First-order exponential perturbation theory for the Rosen-Zener pulse

1. Premises and conventions

An atom flies along y at constant speed v through a uniform field B0 along z. Near y = 0 it crosses a static transverse field along x with the profile B1 sech(y/L). In its own frame the atom feels a pulse, since y = vt. We first treat a two-level system, a spin one half, and return in section 8 to what a silver atom really is. The premises are:

(a) the centre of mass moves classically on a straight line at fixed speed;
(b) the internal space has two states, the upper state 1 (σz = +1) and the lower state 2 (σz = −1);
(c) the Hamiltonian is

H(t) = (ħω/2) σz + V(t) σx, V(t) = V0 sech(t/T), T = L/v. (1)

Here ħω is the full level splitting and V the off-diagonal matrix element, so the Rabi frequency is 2V/ħ. "Resonance" means ω = 0, because a static transverse field has no carrier frequency. We use σ+ = |1⟩⟨2| and σ− = |2⟩⟨1|, so that σx = σ+ + σ− and [σ+, σ−] = σz. The system starts in state 2 at t = −∞, and P is the probability of state 1 at t = +∞. The dimensionless variables are

τ = t/T, a = V0T/ħ, δ = ωT.

2. The interaction picture

Stop and predict. We plan to approximate the propagator by the exponential of the time integral of a Hamiltonian. What goes wrong if that Hamiltonian is (1) itself and the interval is very long?

The σz term integrates to ħω/2 times the length of the interval and grows without bound, while the σx term stays finite. The exponential becomes a rotation about an axis ever closer to z, and P tends to zero for any ω ≠ 0. The free precession must be removed exactly first.

Write ψ(t) = exp(−iωtσz/2) ψI(t). Substitution in the Schrödinger equation cancels the σz term and leaves iħ dψI/dt = HI ψI with HI = exp(iωtσz/2) V σx exp(−iωtσz/2). Acting on |2⟩ the right-hand factor gives exp(+iωt/2), σ+ turns |2⟩ into |1⟩, and the left-hand factor gives another exp(+iωt/2). Hence

HI(t) = V(t) [exp(iωt) σ+ + exp(−iωt) σ−]. (2)

The transformation multiplies each amplitude by a phase, so P is the same in both pictures.

3. The exponential form and its first two terms

Let K(t) = −iHI(t)/ħ, so that dU/dt = K U with U(−∞) = 1. Integrating and iterating gives the ordinary (Dyson) series U = 1 + D1 + D2 + ..., with D1 = ∫ K(t1) dt1 and D2 = ∫∫ K(t1) K(t2) taken over t1 > t2. The expansion of Magnus (1954) sorts the logarithm by powers of V0 instead: U = exp(Ω), Ω = Ω1 + Ω2 + ...

Stop and predict. Use ln(1 + X) = X − X²/2 + ... with X = D1 + D2. What are Ω1 and Ω2?

First order gives Ω1 = D1. Second order gives Ω2 = D2 − D1²/2. The square D1² is an integral over the whole (t1, t2) plane; folding the half t1 < t2 onto the half t1 > t2 by renaming the variables gives D1² = ∫∫ [K(t1)K(t2) + K(t2)K(t1)] over t1 > t2. Subtracting half of this from D2,

Ω1 = ∫ K(t1) dt1, Ω2 = (1/2) ∫∫ [K(t1), K(t2)] over t1 > t2. (3)

K is anti-Hermitian, so Ω1 is too, and exp(Ω1) is unitary. The truncated Dyson series 1 + D1 is not. This is the reason to exponentiate.

4. The first-order transition probability

Insert (2) into Ω1:

Ω1 = −i (A σ+ + A* σ−), A = (1/ħ) ∫ V(t) exp(iωt) dt. (4)

Stop and predict. Square the matrix M = A σ+ + A* σ−. What does that do to the series of exp(−iM)?

Since σ+² = σ−² = 0 and σ+σ− + σ−σ+ = 1, M² = |A|² times the unit matrix. Even powers of M sum to a cosine and odd powers to a sine:

exp(−iM) = cos|A| − i (sin|A| / |A|) M.

The element ⟨1|exp(−iM)|2⟩ is −i (A/|A|) sin|A|, and so for any real integrable pulse

P1 = sin²|A| = sin²( |∫ V(t) exp(iωt) dt| / ħ ). (5)

Ordinary first-order theory, U ≈ 1 + D1, gives PB = |A|². The exponential version needs the same integral and wraps it in a sine, so it lies between zero and one whatever the strength.

For the sech pulse A = a J(δ) with J(δ) = ∫ sech τ exp(iδτ) dτ. Integrate around the rectangle with corners ±R and ±R + iπ and let R grow; the vertical sides vanish because sech decays.

Stop and predict. Given cosh(τ + iπ) = −cosh τ, what does the top side contribute, and which pole lies inside?

On the top side the integrand is −sech τ exp(iδτ) exp(−πδ), traversed from right to left, so it contributes +exp(−πδ) J. The only pole inside is τ = iπ/2, where cosh τ ≈ sinh(iπ/2)(τ − iπ/2) = i(τ − iπ/2); the residue is exp(−πδ/2)/i. Then J [1 + exp(−πδ)] = 2π exp(−πδ/2), that is J = π sech(πδ/2). With the abbreviation s = sech(πδ/2),

A = πa s, P1 = sin²[ (πV0T/ħ) sech(πωT/2) ] = sin²(πa s). (6)

5. The exact solution

This pulse, studied by Rosen and Zener (1932), can be solved exactly, so the error of (6) can be found and not merely estimated. With ψI = c1|1⟩ + c2|2⟩ and a prime for d/dτ, (2) gives

i c1′ = a sech τ exp(iδτ) c2, i c2′ = a sech τ exp(−iδτ) c1. (7)

Solve the second equation for c1 = (i/a) cosh τ exp(iδτ) c2′ and differentiate: c1′ = (i/a) exp(iδτ) [cosh τ c2″ + sinh τ c2′ + iδ cosh τ c2′]. The first equation says c1′ = −ia sech τ exp(iδτ) c2. Equating the two and dividing by (i/a) cosh τ exp(iδτ),

c2″ + (tanh τ + iδ) c2′ + a² sech²τ c2 = 0. (8)

Stop and predict. The coefficients contain only tanh τ and sech²τ = 1 − tanh²τ. Which variable makes them polynomial and maps the time axis onto the interval from 0 to 1?

Take z = (1 + tanh τ)/2. Then tanh τ = 2z − 1, sech²τ = 4z(1 − z) and d/dτ = 2z(1 − z) d/dz. It follows that c2″ = 4z(1 − z)[z(1 − z) c_zz + (1 − 2z) c_z] and c2′ = 4z(1 − z) c_z/2, where subscripts z denote derivatives of c2. Dividing (8) by 4z(1 − z), the coefficient of c_z is (1 − 2z) + (2z − 1 + iδ)/2 = γ − z, and

z(1 − z) c_zz + (γ − z) c_z + a² c2 = 0, γ = (1 + iδ)/2. (9)

The hypergeometric equation z(1 − z)F″ + [γ − (α + β + 1)z]F′ − αβF = 0 matches (9) when α + β = 0 and αβ = −a², so α = a and β = −a. Near z = 0 its two solutions behave as 1 + O(z) and as z^(1−γ).

Stop and predict. Both 1 + O(z) and 1 + O(z) + const × z^(1−γ) give c2 → 1 at early times. Which one also gives c1 → 0?

At early times z ≈ exp(2τ) and cosh τ ≈ exp(−τ)/2. For the regular solution c2′ is of order exp(2τ), so c1, proportional to cosh τ c2′, vanishes as exp(τ). For z^(1−γ) ≈ exp[(1 − iδ)τ], c2′ has modulus of order exp(τ) and c1 tends to a nonzero constant. The initial condition excludes it, and c2 = F(a, −a; γ; z).

At z = 1 we use a standard result, Gauss's summation theorem F(α, β; γ; 1) = Γ(γ)Γ(γ − α − β)/[Γ(γ − α)Γ(γ − β)], valid for Re(γ − α − β) > 0, which holds here with the value 1/2:

c2(∞) = Γ(γ)² / [Γ(γ − a) Γ(γ + a)]. (10)

For the modulus use the reflection formula Γ(u)Γ(1 − u) = π/sin(πu), with γ = 1/2 + iy and y = δ/2. First, γ* = 1 − γ, so |Γ(γ)|² = π/sin(πγ) = π/cosh(πy). Second, (γ − a)* = 1 − (γ + a), so Γ(γ + a) Γ(γ − a)* = π/sin[π(γ + a)] = π/cos(πa + iπy). Third, |cos(x + iu)|² = cos²x cosh²u + sin²x sinh²u = cosh²u − sin²x. Together, |c2(∞)|² = [cosh²(πy) − sin²(πa)]/cosh²(πy), and since (7) conserves the norm,

P = sin²(πV0T/ħ) sech²(πωT/2) = s² sin²(πa). (11)

A case to verify by hand is a = 1, where the series ends: c2 = 1 − z/γ. Then c1 = −i sech τ exp(iδτ)/(2γ), both equations (7) hold, and |c1|² = sech²τ/(1 + δ²) rises and returns to zero for every δ, as (11) requires.

6. Comparison

Put x = πa, the time integral of V/ħ. We compare P1 = sin²(xs), PB = x²s² and P = s² sin²x.

On resonance s = 1 and P1 = P for any strength. The reason is general: for ω = 0, HI(t) = V(t)σx commutes with itself at all times, the time-ordered product of short-time exponentials collapses to a single exponential, and U = exp(Ω1).

Stop and predict. Expand P1, PB and P to order x⁴ with sin²u = u² − u⁴/3 + ... How much of the error of PB does the sine remove?

P = s²x² − s²x⁴/3 and P1 = s²x² − s⁴x⁴/3. All three agree at order x². With 1 − s² = tanh²(πδ/2), the leading relative errors are

(PB − P)/P ≈ x²/3, (P1 − P)/P ≈ (x²/3) tanh²(πδ/2). (12)

The exponential form removes the fraction s² of the leading error: all of it on resonance, almost none far from resonance.

The sign of the error is fixed beyond this order. The sine is concave on 0 ≤ x ≤ π and vanishes at 0, so sin(sx) ≥ s sin x for 0 < s ≤ 1, and P1 ≥ P whenever a ≤ 1. Also |sin u| ≤ |u|, so P1 ≤ PB. For a ≤ 1 the order is P ≤ P1 ≤ PB.

Close to resonance, at any strength, write s = 1 − η with η ≈ π²δ²/8. To first order in η, with ηx small, P1 ≈ sin²x − ηx sin 2x and P ≈ (1 − 2η) sin²x, so

P1 − P ≈ η (2 sin²x − x sin 2x). (13)

At x = π/2, the pulse that inverts fully on resonance, the error is 2η = π²δ²/4: the exact P falls off as δ², while P1 stays at one to this order, so its line shape is too flat.

Two failures are qualitative. The exact P never exceeds s², whereas (6) promises complete inversion at any δ once xs = π/2. The exact P vanishes at every integer a for all δ, whereas the zeros of (6) lie at a = n/s with integer n. Staying below one is a matter of unitarity and no guarantee of accuracy.

7. Which neglected term is responsible

From (2), [HI(t1), HI(t2)] = V(t1)V(t2) {exp[iω(t1 − t2)] − exp[−iω(t1 − t2)]} σz = 2i V(t1)V(t2) sin[ω(t1 − t2)] σz. With the prefactor (1/2)(−i/ħ)² = −1/(2ħ²) from (3), Ω2 = −iφσz, where φ = a² ∫∫ sech τ1 sech τ2 sin[δ(τ1 − τ2)] over τ1 > τ2. Set u = τ1 − τ2. The identity sinh u sech τ sech(τ − u) = tanh τ − tanh(τ − u) has the antiderivative ln cosh τ − ln cosh(τ − u), which runs from −u to +u, so the integral over τ is 2u/sinh u, and

φ = a² ∫ (from 0 to ∞) 2u sin(δu)/sinh u du. (14)

As a test, (10) gives ln c2(∞) = −a²ψ′(γ) + O(a⁴), with ψ′ the trigamma function, whose integral form at this argument is ∫ (from 0 to ∞) 2u exp(−iδu)/sinh u du. The phase of c2(∞) is therefore +φ, as exp(−iφσz) requires for σz = −1. For large δ, repeated integration by parts gives φ → 2a²/δ, the accumulated second-order level shift ∫V²dt/(ħ²ω). It falls as a power of δ while A falls exponentially, so far from resonance exp(Ω1) misses the largest part of the exponent, although P1 is still right at order a².

Stop and predict. Ω2 is of order a², and the error of P1 is of order a⁴. Is Ω2 the cause?

It is not. Conjugation with σz reverses the sign of HI, hence of a, so odd orders of Ω are off-diagonal and even orders diagonal. For an even pulse HI(−t) is the transpose of HI(t), which makes U and Ω symmetric matrices and excludes σy. So Ω = −i(nx σx + nz σz) with nx = A + A3 + ... and nz = φ + ... The argument of section 4, with (nx σx + nz σz)² = n² = nx² + nz², gives

P = nx² sin²n / n² = nx² (1 − n²/3 + ...) = A² + (2A A3 − A⁴/3) + O(a⁶). (15)

The phase first enters as −A²φ²/3, of order a⁶. The fourth-order error comes from Ω3. Matching (15) to the expansion of (11) gives 2A A3 = −x⁴s²(1 − s²)/3, that is

A3 = −x³ s (1 − s²)/6. (16)

This value is read off from the exact result, so it locates the error and is no independent prediction.

8. What the silver atom is in a weak field

The ground state of Ag has one 5s electron, J = S = 1/2 and gJ ≈ 2.002. Both stable isotopes have nuclear spin 1/2, and the hyperfine coupling splits the state into a triplet F = 1 and a singlet F = 0. We take as an approximate input a splitting of 1.7 GHz, typical of the lighter isotope, so ΔE = 7.0×10⁻⁶ eV. The electron spin is a two-level system of its own only for fields well above ΔE/(gJ μB) = 0.061 T.

Stop and predict. In a field of 0.5 T, with v = 500 m/s, how short must L be to have δ = 1?

L = v/ω = ħv/(gJ μB B0) = 5.7 nm. For a field region of laboratory size s would be exponentially small and nothing would flip. A visible transition needs microtesla fields, where electron and nucleus are locked into F.

The theory survives through two steps. First, the triplet states are symmetric under exchange of the two spin labels, so S and I have equal matrix elements within them, and S acts as F/2. The Zeeman term gJ μB B·S becomes gF μB B·F with gF = gJ/2 = 1.001. The nuclear Zeeman term is smaller by the mass ratio me/mp = 5.4×10⁻⁴ times a nuclear moment of typically 0.1 nuclear magneton in size, and is dropped. Second, gF μB B·F is a sum of two identical spin one-half Hamiltonians gF μB B·σ/2, so on the triplet the propagator is U ⊗ U, with U the solution of (1) for

ħω = gF μB B0, V0 = gF μB B1/2. (17)

The state m = −1 has both spins down and evolves into the product of two copies of c1|1⟩ + c2|2⟩. With p = |c1|², the final populations are

(1 − p)² in m = −1, 2p(1 − p) in m = 0, p² in m = +1, (18)

with p = P exactly and p = P1 in first order. The singlet has no first-order Zeeman term and is unaffected. Using gJ in (17) would double both a and δ.

9. Numerical illustration

The inputs are assumed. An atom of mass 107 u is selected at v = 500 m/s, a kinetic energy of 0.139 eV; in the flux from an oven at a typical 1300 K, which goes as v³ exp(−mv²/2kBθ) at temperature θ, the most probable speed corresponds to 3kBθ/2 = 0.168 eV. Take L = 1.0×10⁶ nm and B0 = 3.0 μT, which needs shielding from the Earth's field of typically 50 μT. Then T = 2.0 μs, ħ/T = 3.291×10⁻¹⁰ eV, gF μB = 5.794×10⁻⁵ eV/T (per tesla), ħω = 1.738×10⁻¹⁰ eV, δ = 0.528, s = 0.733 and s² = 0.537.

Stop and predict. As B1 grows, where will PB first exceed one, and what ceiling can the exact P never pass?

B1 (μT) | V0 (10⁻¹⁰ eV) | x = πa | A | PB | P1 | P
2.0 | 0.579 | 0.553 | 0.405 | 0.164 | 0.156 | 0.148
4.0 | 1.159 | 1.106 | 0.811 | 0.657 | 0.525 | 0.429
6.0 | 1.738 | 1.659 | 1.216 | 1.479 | 0.879 | 0.533
11.36 | 3.291 | 3.142 | 2.303 | 5.302 | 0.553 | 0

The last row is the field that makes a = 1. PB passes one between the second and third rows, where A = 1, and P nears its ceiling s² in the third.

Take the first row in detail. P1 is too large by 4.9 per cent and PB by 10.9 per cent; the leading estimates (12) give 4.7 and 10.2 per cent. Equation (14) gives φ = 0.087 and (16) gives A3 = −0.0096. In the closed form nx² sin²n/n² of (15), Ω1 alone gives 0.1555, adding Ω2 gives 0.1551, and adding Ω3 gives 0.1483, the exact value being 0.1483 to four places. The larger neglected term, φ, hardly moves the probability, and the smaller one, A3, accounts for nearly the whole error. For an atom prepared in F = 1, m = −1, (18) gives the populations 0.713, 0.263 and 0.024 in first order, against 0.725, 0.253 and 0.022 exactly.

The premises can now be sized. The de Broglie wavelength is 0.0075 nm, negligible against L. For a total field of 12 μT, above any in the table, gF μB B = 7.0×10⁻¹⁰ eV, which is 5.0×10⁻⁹ of the kinetic energy, so the speed is constant. The same energy is the matrix element gJ μB B/2 between the singlet and the triplet state with zero projection on the field; the admixture amplitude is 9.9×10⁻⁵, and the second-order shift (gF μB B)²/ΔE gives a phase of 2.1×10⁻⁴ rad in a time T. Two effects are larger. A curl-free field with Bx depending on y has By = ξ dBx/dy at a small distance ξ from the axis along x; integration by parts in (4) shows that this changes A by the fraction δξ/L, with opposite signs on the two sides, which is 0.011 for ξ/L = 0.02. Both a and δ scale as 1/v, and the exact p of the first row becomes 0.157 at 450 m/s and 0.138 at 550 m/s. These changes are as large as the error 0.007 of the first-order result, so that error could be seen only with a speed defined to much better than ten per cent; an unselected thermal beam requires an average of (18) over speeds. All probabilities here are the model's, for an assumed sech profile, assumed fields and a single speed.

10. Range of validity

Equation (5) is the first term of a series whose convergence is guaranteed by a known sufficient condition, ∫‖HI‖dt/ħ < π, with ‖HI‖ the largest modulus of an eigenvalue. By section 4 that norm is |V|, the integral is πa, and the condition reads a < 1. The case a = 1 shows the limit plainly: for δ ≠ 0 the exact U is diagonal and differs from ±1, so its exponent lies along σz, while Ω1 lies along σx.

Within the model, (6) is exact at ω = 0 for any V0, exact at order V0² for any ω, and confined to the interval from zero to one. For weak pulses it is accurate when (πa)² tanh²(πδ/2)/3 ≪ 1, by (12). For strong pulses it is accurate in the absolute sense near resonance when π²δ²/8, and its product with πa, are small, by (13). It is also accurate in that sense, trivially, far from resonance when s and πa s are both small, since P ≤ s² and P1 ≤ (πa s)²; for a = 2 and δ = 5, P1 = 2.4×10⁻⁵ against P = 0. For a ≤ 1 it errs upward. It gives no phase of order a², ignores the ceiling sech²(πωT/2), and misplaces the zeros off resonance. Applied to silver it further requires fields far below 0.061 T with gF in place of gJ and the populations (18), a beam narrow compared with L/δ, and a selected speed.